Electronic atomization energies of the C2H6B radical (SMILES [CH2]BC, doublet) in the gas phase, from unrestricted HF and frozen-core MP2, CCSD and CCSD(T) in Ansatz 0.2.0 at the PBE0-D4/def2-TZVP geometry. At the limit, HF and MP2 correlation are extrapolated from def2-TZVPP and def2-QZVPP. CCSD and CCSD(T) at the limit are focal-point estimates, not direct extrapolations: each is the MP2 limit plus the method's difference from MP2 in def2-TZVPP alone. The CCSD(T) estimate is the reference for the errors.

| method | basis | basis functions | atomization energy (kJ/mol) | less CCSD(T) at the limit (kJ/mol) | less the same method at the limit (kJ/mol) |
| --- | --- | --- | --- | --- | --- |
| HF | def2-SVP | 72 | 2663.8 | -649.5 | 37.7 |
| MP2 | def2-SVP | 72 | 3208.9 | -104.4 | -124.7 |
| CCSD | def2-SVP | 72 | 3178.6 | -134.7 | -106.8 |
| CCSD(T) | def2-SVP | 72 | 3197.2 | -116.0 | -116.0 |
| HF | def2-TZVPP | 177 | 2623.1 | -690.1 | -3.0 |
| MP2 | def2-TZVPP | 177 | 3271.0 | -42.3 | -62.5 |
| CCSD | def2-TZVPP | 177 | 3222.9 | -90.4 | -62.5 |
| CCSD(T) | def2-TZVPP | 177 | 3250.8 | -62.5 | -62.5 |
| HF | def2-QZVPP | 351 | 2625.7 | -687.6 | -0.5 |
| MP2 | def2-QZVPP | 351 | 3307.7 | -5.6 | -25.8 |
| HF | limit | n/a | 2626.1 | -687.2 | 0.0 |
| MP2 | limit | n/a | 3333.5 | 20.2 | 0.0 |
| CCSD | limit | n/a | 3285.4 | -27.9 | 0.0 |
| CCSD(T) | limit | n/a | 3313.3 | 0.0 | 0.0 |

## Two trends in one molecule

The atomization energy is the electronic energy of the free atoms minus that of the molecule. Enlarging the basis lowers it in Hartree-Fock (HF) from 2664 to 2623 kJ/mol, after which it stays within 3 kJ/mol of its limit. In MP2, CCSD and CCSD(T) each enlargement raises it.

The opposite directions become clear once the energy is split:

$$D = D_{\mathrm{HF}} + D_{\mathrm{corr}}.$$

Here $D$ is the atomization energy, $D_{\mathrm{HF}}$ its HF value in the same basis, and $D_{\mathrm{corr}}$ what electron correlation adds. The two parts respond to the basis for different reasons, and a single entry in the table shows only their sum.

## Why Hartree-Fock starts too high

HF in def2-SVP gives 38 kJ/mol more than HF at its limit. That looks like stronger binding, but total energies show a different origin. From def2-SVP to def2-TZVPP the HF energy of the molecule falls by 299 kJ/mol, while that of the free atoms falls by 340 kJ/mol. The small basis had described the atoms worse than the molecule, and so exaggerated the energy needed to separate them.

A likely reason is that an atom in a molecule can use basis functions centred on its neighbours, which a free atom does not have. This is the basis set superposition effect; no calculation here isolates it. Its influence shrinks as each atom's own basis becomes adequate. In def2-TZVPP the HF value even lies 3 kJ/mol below its limit: there the molecule has slightly more HF energy left to gain than the atoms.

## Why correlation strengthens the bonds

In HF each electron moves in the average field of the others. Real electrons also avoid one another from moment to moment, which lowers the energy. The gain is greatest for two electrons of opposite spin that share an orbital, because they occupy the same region of space, whereas the Pauli principle already keeps electrons of equal spin apart.

The molecule has eight such valence pairs, but the separated atoms have only three: one on each carbon and one on boron. Bond formation therefore creates pairs whose mutual avoidance HF leaves out. At the limit HF falls short of the focal-point estimate of CCSD(T) by 687 kJ/mol, about 21% of the estimated atomization energy. Spread over eight bonds, this is an average of 86 kJ/mol per bond.

The same argument gives the direction of the basis error. A small basis recovers only part of the correlation energy, and the molecule has more of it to lose than the atoms. $D_{\mathrm{corr}}$ is then too small and grows as the basis improves.

## Why the growth is slow

Where two electrons of opposite spin meet, the exact wavefunction has a cusp, a sharp kink in its dependence on their distance. Products of smooth orbitals reproduce this kink only by adding functions of ever higher angular momentum. For large angular momentum $l$, theory gives energy gains that fall roughly as $l^{-4}$. Summing the gains still to come leaves an error of

$$\delta(X) \approx A X^{-3},$$

where $X$ is 2, 3 and 4 for def2-SVP, def2-TZVPP and def2-QZVPP, and $A$ is a constant.

The MP2 energies of the molecule carry the mark of the cusp. From def2-TZVPP to def2-QZVPP the opposite-spin part grows by 7%, the same-spin part by only 4%. In the step before, the two grow by 24% and 20%, a ratio much closer to one. The smallest basis thus lacks flexibility for both kinds of pair, and the cusp stands out only later.

## One estimate worked through

The rise of the MP2 correlation part from def2-TZVPP to def2-QZVPP, 34.1 kJ/mol, sets $A$. The cube law then predicts the preceding rise, from def2-SVP to def2-TZVPP:

$$34.1 \times \frac{1/8 - 1/27}{1/27 - 1/64} \approx 140\ \text{kJ/mol}.$$

The calculation gives 103 kJ/mol. The def2-SVP row had no share in setting $A$, so this is a real test, and the law overshoots by about a third. The limit rows could not serve as one, since they were extrapolated with almost the same law.

The fault does not come from subtracting the atoms. The law requires the first rise to be 4.1 times the second; the ratio is 3.0 for the correlation part of the atomization energy and 2.9 for the correlation energy of the molecule alone. A law for large $X$ is being stretched to a basis too small for it. The printed analysis below gives the full comparison.

## An error that hides a larger one

CCSD(T) in def2-SVP lies 116 kJ/mol below the focal-point estimate of CCSD(T) at the limit. Measured against that estimate, its correlation part is too low by about 154 kJ/mol, but the HF part is too high by 38 kJ/mol and covers a quarter of that deficit. For atomization energies, the best method in the table is therefore a poor choice in the smallest basis. MP2 in def2-TZVPP, a simpler method with more functions, comes closer to this estimated reference, with an error of −42 kJ/mol, though this too is partly a cancellation of the kind described next.

## Why MP2 nearly hits the reference

MP2 in def2-QZVPP differs from the focal-point estimate of CCSD(T) at the limit by only −5.6 kJ/mol. The table lets the two contributions be separated:

$$-5.6 = 20.2 - 25.8\ \text{kJ/mol}.$$

The first term is the estimated method error: at its own limit MP2 binds too strongly. Its size is the gap between MP2 and CCSD(T) in def2-TZVPP, carried over to the limit unchanged. The second term is the basis error of MP2, which makes it bind too weakly. At the basis limit the second term vanishes and the first stands exposed, so the better calculation agrees less well.

MP2 does not overshoot by finding too much correlation in the molecule. In def2-TZVPP its correlation energy there is smaller than that of CCSD(T), but it misses about 20 kJ/mol more in the free atoms taken together, so the difference comes out too large. A likely reason is that the 2s pair of a free boron or carbon atom mixes strongly with an empty 2p orbital close in energy, which a second-order treatment describes poorly; no calculation here isolates this. CCSD falls below CCSD(T), since it omits the joint motion of three electrons. The triples correction (T) estimates that contribution, which favours the molecule by 19 kJ/mol in def2-SVP and 28 kJ/mol in def2-TZVPP.

How finely can the −5.6 kJ/mol be read? The reference takes the gap between MP2 and CCSD(T) from def2-TZVPP and assumes that it stays the same in larger bases. The limit of CCSD is built in the same way, which is why all three correlated methods show the same basis error of −62.5 kJ/mol in def2-TZVPP. One step earlier that assumption would have failed by 8.5 kJ/mol, as the gap widened from 11.7 to 20.2 kJ/mol. If the remaining change followed the cube law, it would be roughly 4 kJ/mol, more than half the size of the error under discussion. This is only a rough guide, since it starts from def2-SVP, where the law has already failed. The cancellation is clear, but the exact size of what it leaves is not.

The analysis program printed:

```
Split of the atomization energy in kJ/mol:
      row  correlation part  HF basis error  correlation basis error
       HF                 0            37.7               -4.547e-13
      MP2             545.1            37.7                   -162.4
     CCSD             514.8            37.7                   -144.5
  CCSD(T)             533.4            37.7                   -153.7
       HF                 0              -3                        0
      MP2             647.9              -3                    -59.5
     CCSD             599.8              -3                    -59.5
  CCSD(T)             627.7              -3                    -59.5
       HF                 0            -0.4                     -0.1
      MP2               682            -0.4                    -25.4
       HF                 0               0                        0
      MP2             707.4               0                        0
     CCSD             659.3               0                        0
  CCSD(T)             687.2               0                        0
HF energy gained by the molecule from SVP to TZVPP (kJ/mol): 299.2
HF energy gained by the free atoms from SVP to TZVPP (kJ/mol): 339.9
MP2 correlation part of atomization, rise from SVP to TZVPP (kJ/mol): 102.8
MP2 correlation part of atomization, rise from TZVPP to QZVPP (kJ/mol): 34.1
Rise from SVP to TZVPP predicted by the cube law from the later rise (kJ/mol): 140.1
Ratio of first to second rise, cube law: 4.108
Ratio of first to second rise, MP2 correlation part of atomization: 3.015
Ratio of first to second rise, total MP2 atomization energy: 1.692
Ratio of first to second rise, MP2 correlation energy of the molecule alone: 2.893
Growth of opposite-spin MP2 energy of the molecule, SVP to TZVPP (percent): 23.63
Growth of same-spin MP2 energy of the molecule, SVP to TZVPP (percent): 20.29
Growth of opposite-spin MP2 energy of the molecule, TZVPP to QZVPP (percent): 7.161
Growth of same-spin MP2 energy of the molecule, TZVPP to QZVPP (percent): 3.643
MP2 less CCSD(T) in SVP (kJ/mol): 11.7
MP2 less CCSD(T) in TZVPP (kJ/mol): 20.2
Triples contribution to atomization in SVP (kJ/mol): 18.6
Triples contribution to atomization in TZVPP (kJ/mol): 27.9
Additive scheme tried from SVP to TZVPP, predicted less computed CCSD(T) (kJ/mol): 8.5
Rough further change of that gap beyond TZVPP if it followed the cube law (kJ/mol): 3.579
Share of the reference atomization energy missing in HF at the limit (percent): 20.74
Missing correlation at the HF limit per bond, eight bonds (kJ/mol): 85.9
```
